**Examination question: states and current on the Fermi surface of Al₂Pt**

A band of a metal that crosses the Fermi energy $E_F$ contributes one sheet to the Fermi surface. The table lists the six sheets of cubic Al₂Pt from a PBE calculation with spin-orbit coupling. "Sheet band" is the index of the spinor band, which holds one electron per cell when full, and "sheet filled share" $f$ is the fraction of the Brillouin zone in which it lies below $E_F$. "Sheet dos" $D$ is its density of states at $E_F$, "sheet mean speed" $v$ the mean electron speed on the sheet, and "sheet bottom" and "sheet top" are the limits of the whole band measured from $E_F$.

Fermi-surface sheets of cubic Al₂Pt (Fm-3m, geometry as given, not relaxed), calculated with Ansatz 0.2.0 using DFT-PBE with spin-orbit coupling, plane waves and PAW, a 420 eV cutoff and 0.05 eV Gaussian smearing. The k mesh is 12×12×12 for the self-consistent density and 28×28×28 for the sheets. Band limits are measured from the Fermi level.

```tsv
row	sheet dos (states/eV/cell)	sheet spin	sheet band	sheet filled share	sheet mean speed (1e5 m/s)	sheet bottom (eV)	sheet top (eV)
1	0.049	spinor	21	0.937	14.602	-3.152	2.818
2	0.049	spinor	22	0.937	14.602	-3.152	2.818
3	0.227	spinor	23	0.702	10.399	-2.546	3.036
4	0.227	spinor	24	0.702	10.399	-2.546	3.036
5	0.320	spinor	25	0.361	7.841	-1.406	4.192
6	0.320	spinor	26	0.361	7.841	-1.406	4.192
```

(a) Why are the rows equal in pairs, and do the fillings account for the 24 electrons per cell that the calculation treats explicitly (Pt semicore electrons included)?
(b) Why does $D$ rise from bands 21/22 to bands 25/26?
(c) What sets the area and the speed of a sheet?
(d) Which sheets carry the current?
(e) How well does a free-electron sphere describe this metal?
(f) What changes if $E_F$ moves by ±0.25 eV?
(g) Which digits can be trusted?

**Model answer**

**(a)** The state found has no magnetic moment and the crystal has an inversion centre. Time reversal and inversion together make every level doubly degenerate at every wave vector, also with spin-orbit coupling, so the table holds three independent sheets. The six fillings sum to 4.000, and with 20 full bands below this gives 24 electrons. An insulator with this count would have bands up to 24 full and band 25 empty; here the bands overlap, and what 21–24 lose appears in 25/26. The metal is therefore compensated: $0.126+0.596=0.722$ holes per cell face 0.722 electrons.

*Remark.* Both results are forced, the first by symmetry and the second by counting. They check the reading of the table and test no model. How much spin-orbit coupling shapes the trends below is untested, since all rows include it.

**(b)** Raising the energy by $dE$ moves a surface element $dS$ of a sheet away from the filled states by $dE/\hbar v$, and the share of the zone swept out is the number of states gained. With the zone volume $\Omega=(2\pi)^3/V$ for a cell of volume $V$, and the sheet area $A$,

$$D=\frac{1}{\Omega}\oint\frac{dS}{\hbar v}\approx\frac{A}{\Omega\,\hbar v}.$$

A sheet holds many states if it is large or if it is slow. For band 23 the same calculation gives $A=7.461$ Å⁻². With $\Omega=4.807$ Å⁻³ and the speed of the table, the formula gives $D=0.2268$ states/eV/cell, against 0.227 in the table. The formula has no adjustable constant and reproduces all three sheets within the rounding.

The two steps of the rise have different sources. From 21 to 23 the density of states grows 4.6-fold, mostly because the area grows 3.3-fold. From 23 to 25 the area is nearly unchanged, and the 1.4-fold rise comes mainly from a speed that is lower by a factor of 1.33.

*Remark.* The relation is an identity between three properties of one surface. Its agreement confirms no physics, and its use is to split the question into one about area and one about speed.

**(c)** For the area, take the limits of an empty and of a full band, where the sheet shrinks to nothing. Near either limit the minority region (electrons or holes) is a small pocket whose area grows as its volume to the power 2/3, and for a given volume a sphere has the least area of any closed pocket. The minority shares are 0.063, 0.298 and 0.361 of the zone, and the areas follow that order. From 21/22 to 23/24 the minority share grows almost fivefold and the area gains much; from 23/24 to 25/26 the share grows by only a fifth, and the area gains little.

Bands 21/22 are closest to such a limit. Their top, 2.818 eV, is the level at the zone centre Γ, while the levels at X, L and W lie far below $E_F$, so the carriers are holes around Γ. The area is only 4% above that of a sphere of equal volume, of radius $k=0.416$ Å⁻¹, which supports a single, nearly round pocket. The electrons of bands 25/26 sit elsewhere: their levels at X and W lie below $E_F$, those at Γ and L above it. Three separate equal pockets, one at each X point, would need an area of at least 10.07 Å⁻², and the sheet has only 7.949 Å⁻². The pockets must have merged, most likely through W, which lies midway between neighbouring X points. Bands 23/24 have holes at both Γ and L, where their levels lie above $E_F$. Their area, 21% above that of one equal-volume sphere, does not settle whether these regions are joined.

For the speed, the limits are a parabolic and a linear band. If the energy falls from the band top as $k^n$, then $\hbar v=nE/k$ at depth $E$, which gives 10.3 for $n=1$ and 20.6 for $n=2$, in units of $10^5$ m/s. The table has 14.6, a local exponent of 1.42. A band starts from zero slope at its edge, steepens, and must flatten again towards its other edge, so that deep inside it runs nearly straight. The hole pocket is in that regime: its speed changes by about 1% over half an electronvolt.

The same picture argues why 25/26 are slowest. There $E_F$ lies only 1.406 eV above the band bottom, against 2.546 eV for 23/24, and the speed still climbs by 14% over half an electronvolt, as it does for a band that has not yet reached its steepest part. The rise with energy is a result of the calculation; attributing the low speed to the nearby band bottom is an argument from it. Distance from a band edge does not explain why 23/24 are slower than 21/22. In 23/24 $E_F$ lies 2.546 eV above the bottom and 3.036 eV below the top, about as deep as in the hole pocket, and the speed has levelled off, yet it is nearly 30% lower. That difference remains unexplained here.

*Remark.* Total band width is the tempting explanation and it fails: bands 23 and 25 are both 5.6 eV wide, yet their speeds are 10.4 and 7.8. Speed is the slope where $E_F$ cuts the band.

**(d)** An electric field displaces the whole Fermi surface. The number of states affected is proportional to $D$, their energy gain to $v$ and the current each carries to $v$ again, so in a cubic crystal the Drude weight, the square of the plasma energy $\hbar\omega_p$, is

$$(\hbar\omega_p)^2=\frac{e^2}{3\varepsilon_0V}\sum_{\text{sheets}}D\,\langle(\hbar v)^2\rangle\ \propto\ \sum A\,v .$$

With $V=51.61$ Å³ and the $D$ and $v$ of the table, the two bands 23 and 24 together contribute 24.9 eV².

The three pairs sum to 55.4 eV², matching the 55.3 eV² (7.44 eV) of the calculation. Speed divides in $D$ and multiplies in the Drude weight, and so the rankings differ. Bands 25/26 hold 54% of the states but 36% of the Drude weight, while 23/24 lead with 45%. The small, fast hole pocket more than doubles its share in passing from states to Drude weight.

A steady current also needs a scattering time $\tau$, and two simple assumptions show how much it matters. With one $\tau$ for all sheets, the conductivity is $\varepsilon_0\omega_p^2\tau$ and the shares are those just given. With one mean free path $v\tau$, as when grain boundaries end most flights, the speed cancels and the shares follow area: 13%, 42% and 45%. Under both assumptions bands 23–26 carry over four fifths of the current, but the leader changes. A scattering time that differs from sheet to sheet in another way could shift the shares further.

*Remark.* The band structure fixes the Drude weight, and the conductivity depends on the sample as well. The sheets have similar Pt character, 0.41 to 0.45, which may let impurities and phonons scatter between them freely and even out $\tau$; that is a guess.

**(e)** Count three electrons per Al and treat the Pt d shell as filled, an assumed count of six per cell. The sphere then gives $D=1.04$ states/eV/cell against the calculated 1.19, which looks respectable, but a plasma energy of 12.7 eV against 7.44 eV. The model of (b) and (d) shows why one number is close and the other far off.

The calculated area is 0.62 of the sphere's, and the speed averaged over states is $9.4/17.5=0.54$ of the free value. The two shortfalls nearly cancel in $A/v$ and compound in $A\,v$, so that the metal responds to a field like about two free electrons per cell instead of six. Likely causes are gaps at the zone faces, which remove surface and flatten the bands nearby, and mixing with narrow Pt d states; their separate sizes are untested here.

*Remark.* A free-electron-like density of states, as inferred from an electronic heat capacity, is weak evidence of free-electron transport.

**(f)** Moving $E_F$ by 0.25 eV in fixed bands takes about 0.3 electron per cell in either direction. On filling, the hole pocket shrinks at constant speed, so its $D$ and its Drude share both fall, the share from 22% to 17% across the window. Bands 25/26 gain speed and their share rises from 31% to 41%. The orders of $D$ and of $v$ survive at both ends.

Losses and gains nearly balance, and the plasma energy stays between 7.3 and 7.4 eV. At +0.25 eV the two leading Drude shares, 41.9% and 40.7%, are too close to rank, given the uncertainty in (g). The lead of 23/24 is thus clear at the calculated $E_F$ and at the lower level, and fades as electrons are added.

*Remark.* This is a rigid-band statement. A real substitution also changes the potential and the volume, and adds scattering.

**(g)** Rounding alone makes 0.049 uncertain by 1% of its value. A sharper limit comes from comparing outputs. The total $D$ falls with energy, so lowering $E_F$ by a quarter of an electronvolt should remove more electrons than raising it by as much adds, yet the counts are 0.296 and 0.297. Each differs by 2–3% from a simple integral of $D$ over its half of the window, but in opposite directions: over the whole window the counts sum to 0.593 and the integral to 0.596. This pattern suggests a small offset of the level that divides the halves, on the finite mesh used for the sheets, more than an error of 2–3% in $D$. Two figures of $D$ are safe on this test, and the third is not.

The mean speed has a subtler limit. Speeds vary over each sheet, so $\langle v^2\rangle$ exceeds $\langle v\rangle^2$, and no single plain average should close both $A/v$ and $A\,v$; a gap near 1% of the Drude weight is estimated for a flat spread. Both close within rounding, as they would if the listed speed were a root mean square and the area had been worked out from it and $D$. This reading is inferred from the numbers; it would leave the Drude shares untouched and make the areas slightly too large. If the speed is a plain mean instead, and the listed range of speeds covers the whole sheet, the largest variance it allows lowers the Drude ratio of 23/24 to 25/26 from 1.24 to 1.18. The lead at $E_F$ stands either way.

*Remark.* These are numerical limits within PBE. The cell was not relaxed and is under 1.9 GPa of compression at this level, so the third figure of any speed belongs to this geometry only. The printed analysis below applies the parameter-free relations to all three pairs.

Output of the analysis:

```
Triples are bands 21/22, 23/24, 25/26, per spinor band; largest difference within a pair: 0.000
cell volume 51.61 A^3, zone volume 4.807 1/A^3
sum of fillings 4.000 e (+20 full bands = 24.000), rounding +-0.003
holes/cell in 21-22 0.126, in 23-24 0.596; electrons/cell in 25-26 0.722
sum of sheet DOS 1.192, total 1.192 states/eV/cell
DOS from area/speed: 0.0489 0.2268 0.3204 | minus table: -0.0001 -0.0002 0.0004 (rounding 0.0005)
rounding of DOS, %: 1.02 0.22 0.16
21->23: DOS x4.63, area x3.30, 1/speed x1.40, area share of log 78%
23->25: DOS x1.41, area x1.07, 1/speed x1.33, area share of log 18%
band width eV: 5.970 5.582 5.598 | speed/width 1e5 m/s/eV: 2.45 1.86 1.40
Drude weight per pair from D v^2, eV^2: 10.58 24.86 19.92 | sum 55.37 +- 0.19
from area x speed: sum 55.342; run 55.342 eV^2 (diff 0.001%)
plasma energy 7.44 eV from table, 7.44 eV from run
share of DOS %: 8.2 38.1 53.7
share of Drude weight (common lifetime) %: 19.1 44.9 36.1
share of area (common free path) %: 12.8 42.2 45.0
speed variance/mean^2 %: flat spread 0.3 0.9 1.9 | upper bound 0.9 2.6 5.5
gap between D<v^2> and D<v>^2 for flat spread: 1.1% of total
Drude ratio (23/24)/(25/26): 1.24, least with variance bound 1.18
minority share of zone: 0.0627 0.2982 0.3608 | equal-volume sphere radius 1/A: 0.416 0.699 0.745
sphere area 1/A^2: 2.174 6.148 6.981 | area/sphere: 1.039 1.214 1.139
band 25 as three equal spheres: area 10.07, run 7.95 1/A^2
distance Gamma-L 0.921, Gamma-X 1.063 1/A
band 21 pocket, depth 2.818 eV: speed linear 10.3, parabolic 20.6, table 14.6 (1e5 m/s)
band 21 local exponent hbar v k/E 1.42, mass hbar k/v 0.33 m_e
free electrons (6/cell): kF 1.51 1/A, speed 17.5 vs DOS-weighted 9.4 (1e5 m/s)
free: DOS 1.036 vs 1.192; area 28.6 vs 17.7 1/A^2 (ratio 0.62)
free: plasma 12.66 eV vs 7.44; run equals 2.07 free electrons/cell
shift -0.25 eV: Drude shares % 21.6 47.4 31.0 | plasma 7.43 eV
shift  0.00 eV: Drude shares % 19.1 44.9 36.0 | plasma 7.44 eV
shift +0.25 eV: Drude shares % 17.3 41.9 40.7 | plasma 7.34 eV
speed change -0.25 to +0.25 eV, %: 0.9 -1.7 14.2 | DOS change %: -26.5 -11.5 -4.1
slope of filling over 0.5 eV: 0.0486 0.2274 0.3172 | vs table DOS %: -0.8 0.2 -0.9
lower half: slope 0.051 0.225 0.316 | mean of end DOS 0.053 0.233 0.323
upper half: slope 0.046 0.230 0.319 | mean of end DOS 0.046 0.221 0.317
removed 0.2960 vs trapezoid 0.3045 e (-2.8%); added 0.2971 vs 0.2914 e (2.0%)
```
